Student: My notes on the electron gas define four local-field factors through

[χ⁻¹]σσ' = δσσ'/χ0σ − v(1 − Gσσ').   (1)

Any 2×2 matrix can be written like that if I may choose the G's afterwards. What have I learned?

Lecturer: From (1) alone, only a definition. Conventions first. A static potential φσ acts on spin σ, the spin densities respond as δnσ = Σσ' χσσ' φσ', and stable static responses are negative. χ0σ belongs to non-interacting electrons with the same spin density, and v is the bare Coulomb interaction at the wavevector q in question. Line (1) says that spin σ responds freely to φσ + Σσ' v(1 − Gσσ') δnσ'. The content lies in what symmetry does to the matrix and in the values of the G's.

Student: Symmetry first, then.

Lecturer: Call the inverse matrix K. In the paramagnetic state χ0↑ = χ0↓ = χ0/2, with χ0 the total free response, and G↑↑ = G↓↓. Also G↑↓ = G↓↑, because static responses are second derivatives of the energy. So (1, 1) and (1, −1) are eigenvectors of K, with eigenvalues

λ+ = 2/χ0 − v(2 − G↑↑ − G↑↓),  λ− = 2/χ0 + v(G↑↑ − G↑↓).

The density n = n↑ + n↓ under φ↑ = φ↓ gives χnn = 2/λ+, and m = n↑ − n↓ under φ↑ = −φ↓ gives χS = 2/λ−. With G± = (G↑↑ ± G↑↓)/2,

χnn = χ0/[1 − v(1 − G+)χ0],  χS = χ0/[1 + vG−χ0].   (2)

The half in G± goes with the half in χ0σ = χ0/2. χS counts electrons; the magnetic susceptibility is −(gμB/2)²χS.

Student: The plus sign in χS looks like screening.

Lecturer: χ0 is negative, so a positive G− shrinks the denominator and enhances the response. The Hartree term has dropped out because a pure spin modulation carries no charge.

Student: I would like one case where the G's are computed and nothing is approximated.

Lecturer: Two sites a distance d apart, with one ↑ and one ↓ electron. Swapping the sites plays the part of translation. The uniform mode is frozen by particle number, so one mode is left, the staggered one with q = π/d, and its amplitudes are Dσ = n1σ − n2σ. Each electron is a two-level system: Pauli matrices σ describe the position of the ↑ electron and τ that of the ↓ electron, so D↑ = σz and D↓ = τz. With repulsion U on a site and V between sites, the interaction is a constant plus (v/2)D², where D = D↑ + D↓ and v = (U − V)/2. The Hartree potential of the mode is then vδD, as (1) requires. Since σz² = τz² = 1, D² = 2 + 2σzτz, and up to a constant

H = −t(σx + τx) + vσzτz + φ↑σz + φ↓τz.

Student: And χ0σ?

Lecturer: For −tσx + φσz the ground state has ⟨σz⟩ = −φ/√(t² + φ²), so χ0σ = −1/t and χ0 = −2/t. Now the interacting problem at φ = 0. Write |+−⟩ for ↑ on site 1 and ↓ on site 2, and take

A = (|++⟩ + |−−⟩)/√2,  B = (|+−⟩ + |−+⟩)/√2,
C = (|++⟩ − |−−⟩)/√2,  T = (|+−⟩ − |−+⟩)/√2.

Hopping annihilates C and T, which keep energies +v and −v; T is the triplet member with zero spin projection. A and B have diagonal energies +v and −v and are coupled by −2t. The ground state is the singlet aA + bB with energy −R, where R = √(v² + 4t²), a² = (1 − v/R)/2 and b² = (1 + v/R)/2.

Student: And second-order perturbation theory gives the linear response exactly.

Lecturer: With one term per sum. D turns A into 2C and annihilates B. The operator M = σz − τz turns B into 2T and annihilates A. With χ = −2|matrix element|²/gap,

χnn = −8a²/(R + v) = −4(R − v)/[R(R + v)],
χS = −8b²/(R − v) = −4(R + v)/[R(R − v)].

The mixed response is zero, since D reaches only C and M only T. Using (R + v)(R − v) = 4t², the spin-resolved elements are

χ↑↑ = (χnn + χS)/4 = −(v² + 2t²)/(Rt²),  χ↑↓ = (χnn − χS)/4 = v/t²,

and the determinant is χnnχS/4 = 4/R².

Student: Let me invert it. K↑↓ = −χ↑↓R²/4 = −v(1 + u²/4) with u = v/t, and (1) calls this −v(1 − G↑↓). K↑↑ = χ↑↑R²/4 = −t s(1 + u²/2) with s = √(1 + u²/4), and (1) calls this −t − v(1 − G↑↑). So

G↑↓ = −u²/4,  G↑↑ = 1 − [s(1 + u²/2) − 1]/u.   (3)

Lecturer: Form G± from (3), put them in (2) with vχ0 = −2u, and the two exact responses come back. Look at weak coupling: G↑↑ = 1 − 5u/8 + …, and G↑↓ starts at second order. At u → 0, G↑↑ = 1 removes the Hartree repulsion of the single ↑ electron with itself, which is all that exchange does here, and G↑↓ = 0 because exchange does not connect opposite spins. Then G+ = G− = 1/2, the value that Hubbard's approximation for the gas takes at large q. The difference G+ − G− = G↑↓ is pure correlation.

Student: What has this to do with electrons in GaAs?

Lecturer: The gas sets the two parameters. Take a strictly two-dimensional layer with n = 10¹¹ cm⁻² = 10⁻³ nm⁻², and the compiled values m = 0.067 me (Vurgaftman 2001) and static dielectric constant ε = 12.87 (Rakita 2019, a 300 K value that I use unchanged at low temperature). Let e² stand for e²/(4πε0ε). Then kF = √(2πn) = 0.0793 nm⁻¹, a* = ħ²/(me²) = 10.16 nm, rs = 1/(a*√(πn)) = 1.755, and EF = πħ²n/m = 3.57 meV, or 41 K. The static constant is the appropriate one because these energies lie well below the LO phonon, whose compiled 293 cm⁻¹ (Han 2011) is 36.3 meV. One electron per site means d = 1/√n = 31.6 nm, so q = π/d = 0.099 nm⁻¹, below 2kF = 0.159 nm⁻¹.

Student: Why does 2kF matter?

Lecturer: Because of the free response in two dimensions. For a Fermi disc of radius kσ,

χ0σ = −(4m/ħ²) P∫ d²k/(2π)² · 1/(q² + 2kq cos θ).

The angular integral is 2π/(q√(q² − 4k²)) for k < q/2, and its principal value is zero for k > q/2. For q < 2kσ the radial integral of k times this runs from 0 to q/2 and equals π/2, so χ0σ = −m/(2πħ²), independent of q and of nσ. With both spins and v(q) = 2πe²/q, the gas has vχ0 = −2/(qa*) = −2d/(πa*) = −1.98. Equating this to −2u gives u = rs/√π = 0.990. For the energy scale, apply potentials of equal root-mean-square size φ. The two sites lower their energy by φ²/t. An area 2/n of gas, under √2 φ cos qx, lowers it by (1/2)(m/πħ²)φ²(2/n) = φ²/EF. So t = EF = 3.57 meV and v = e²/d = 3.54 meV, that is U − V = 7.08 meV. These are matching rules I have chosen, and what follows are the model's numbers.

Student: Nearly u = 1.

Lecturer: Round it to 1, keep t, and R = √5 t. The gap to T is (√5 − 1)t = 4.4 meV, or 51 K, and the gap to C is (√5 + 1)t = 11.6 meV, so at a few kelvin the ground state is all that matters. In units of 1/t the matrix has χ↑↑ = −3/√5 = −1.342 and χ↑↓ = 1.000. Then G+ = (7 − 3√5)/8, G− = (9 − 3√5)/8, χnn/χ0 = (3√5 − 5)/5 and χS/χ0 = (3√5 + 5)/5. With two other couplings alongside:

u     G↑↑      G↑↓      G+       G−      χnn/χ0   χS/χ0
0.5   0.6808  −0.0625   0.3091   0.3716  0.5914   1.5914
1     0.3229  −0.2500   0.0365   0.2865  0.3416   2.3416
2    −0.6213  −1.0000  −0.8107   0.1893  0.1213   4.1213

The last two columns differ by exactly 2u, which restates χ↑↓ = v/t².

Student: A negative G↑↓ cannot be right. I was taught that G measures the hole around an electron. At u = 1 both electrons share a site with probability a² = 0.276 instead of 1/2. There is a hole, so the repulsion should be reduced.

Lecturer: The hole lowers the interaction energy. But G is defined by the inverse response, a second derivative of the whole energy with respect to the densities, and that includes the way the hole and the correlation part of the kinetic energy change when the density is displaced. Here χ↑↓ keeps its first-order value v/t² at every coupling while the determinant falls from 1/t² to 4/R², so the effective ↑↓ coupling −K↑↓ is v multiplied by R²/4t² > 1. The electrons have settled on opposite sites, and pushing one moves the other back more rigidly than the mean field says. Schemes that build G from one minus the pair distribution are approximations to (1), and this model lies outside their reach.

Student: How do the standard approximations fare?

Lecturer: RPA sets all G to zero: χnn/χ0 = 1/(1 + 2u) = 0.333 and χS/χ0 = 1. Hartree–Fock keeps G± = 1/2: χnn/χ0 = 1/(1 + u) = 0.5, and χS/χ0 = 1/(1 − u) diverges at u = 1, a spurious instability towards ↑ on one site and ↓ on the other. The exact values are 0.3416 and 2.3416. The small RPA error in the charge channel is an accident of G+ passing through zero at u = 1.06; in the spin channel RPA misses the whole enhancement. The exact denominator 1 − 2uG− equals χ0/χS and stays positive, falling as 1/(2u) at strong coupling.

Student: If G+ is the near-cancellation of two larger numbers, your rounding of u matters.

Lecturer: For G+ it does. At u = 0.990 one gets G+ = 0.043 and G− = 0.288. Layer thickness matters more. For electrons spread uniformly over a width w, v(q) is multiplied by 2(qw − 1 + exp(−qw))/(qw)². An illustrative w = 10 nm gives 0.74, hence u = 0.73 and G+ = 0.19. As a statement about a layer, the model's G+ is not fixed even to one figure.

Student: And fxc = −vG+?

Lecturer: Let F(D) be the lowest value of kinetic plus interaction energy at given D. It is the Legendre transform of the energy as a function of φ, so F'' = −1/χnn. Split F = Ts + vD²/2 + Exc. For free electrons with D↑ = D↓ = D/2, Ts = −2t√(1 − D²/4), whose curvature at D = 0 is t/2 = −1/χ0. So

fxc = Exc'' = −1/χnn + 1/χ0 − v = −vG+,

the last step being (2) inverted. At u = 1 it is −0.13 meV in the model. Resolved by spin, fσσ' = −vGσσ', and fxc is the average of the four elements, because a density change in the paramagnet is shared equally between the spins.

Student: Last point. The mixed response vanished by symmetry. I take it that it is non-zero as soon as the gas is polarised.

Lecturer: Generically, but not necessarily. Inverting (1) without the spin symmetry,

χnm = χ↑↑ − χ↓↓ = (K↓↓ − K↑↑)/det K,
K↓↓ − K↑↑ = 1/χ0↓ − 1/χ0↑ + v(G↓↓ − G↑↑).   (4)

Zero polarisation makes both differences vanish at every q, so it is sufficient. It is not necessary. Polarise the layer with an in-plane field, taken to act on the spin only, so that kσ = kF√(1 ± ζ) with ζ = m/n < 1. For q < 2k↓ we found χ0↑ = χ0↓. The free two-dimensional gas and RPA therefore have χnm = 0 in that whole range although ζ ≠ 0. Any mixing there comes from G↑↑ ≠ G↓↓.

Student: Two sites cannot be partly polarised.

Lecturer: No, so take the gas at q → 0 with exchange only. It is again a problem in two variables, n↑ and n↓, closed in form but no longer exact. Half the disc average of the Fock self-energy gives −4e²kσ/(3π) per electron, with nσ = kσ²/4π. The energy density goes as nσ to the power 3/2, so its second derivative is 3/4 of the energy per electron divided by nσ: fσσ = −4e²/kσ, f↑↓ = 0. Hence Gσσ = 2q/(πkσ), and G+ = G− = q/(πkF) at ζ = 0. Write Kσσ = −ασ − v and K↑↓ = −v, where in units of 2πħ²/m

α↑ = 1 − x/√(1 + ζ),  α↓ = 1 − x/√(1 − ζ),  x = 2/(πkFa*) = √2 rs/π = 0.790.

A spin-independent potential gives δn↑ : δn↓ = α↓ : α↑, and v cancels from the ratio

χnm/χnn = (α↓ − α↑)/(α↓ + α↑).

At ζ = 0.1, α↑ = 0.247 and α↓ = 0.167, so the ratio is −0.19; to first order it is −xζ/[2(1 − x)] = −1.9 ζ. Added electrons go mainly into the minority band, whose exchange softening is larger.

Student: So with interactions it does vanish only at ζ = 0.

Lecturer: At q → 0 and this level, yes. At other q, look again at (4). At small q its right side is α↑ − α↓ > 0. At large q the free response tends to −4mnσ/(ħ²q²), so 1/χ0↓ − 1/χ0↑ is negative and grows as q². If vGσσ stays bounded and continuous, (4) changes sign and χnm has a zero at some finite q in the polarised gas. What zero polarisation supplies is the vanishing at all q by symmetry, and with it the decoupled formulas (2). Away from it three independent factors, G↑↑, G↓↓ and G↑↓, are needed for the longitudinal matrix, and the transverse spin response, equal to χS at ζ = 0 by spin rotation symmetry, becomes a separate function.

Student: Which of these numbers may I believe for a GaAs layer?

Lecturer: The structure carries over exactly: (1), (2), (4) and fxc = −vG+. The values do not. The exchange-only gas gives χS/χ0 = 1/(1 − x) = 4.8 at long wavelength, and its linear law extrapolated to q = π/d = 1.25 kF gives G± = 0.40. As typical knowledge of the ideal two-dimensional gas near this rs, not as a measurement: the long-wavelength spin enhancement is somewhat below 2, G↑↓ is positive, and G+ near this q is roughly one half. So exchange alone overshoots the spin enhancement by more than a factor of two, which makes its mixing ratio, with the same small denominator, no more reliable, while the two-site model has the opposite sign of G↑↓ and a G+ about ten times too small. Two electrons on two sites have nowhere to put extra charge but on an occupied site, so correlation stiffens their charge mode in a way that a gas with a continuum of soft particle–hole pairs avoids.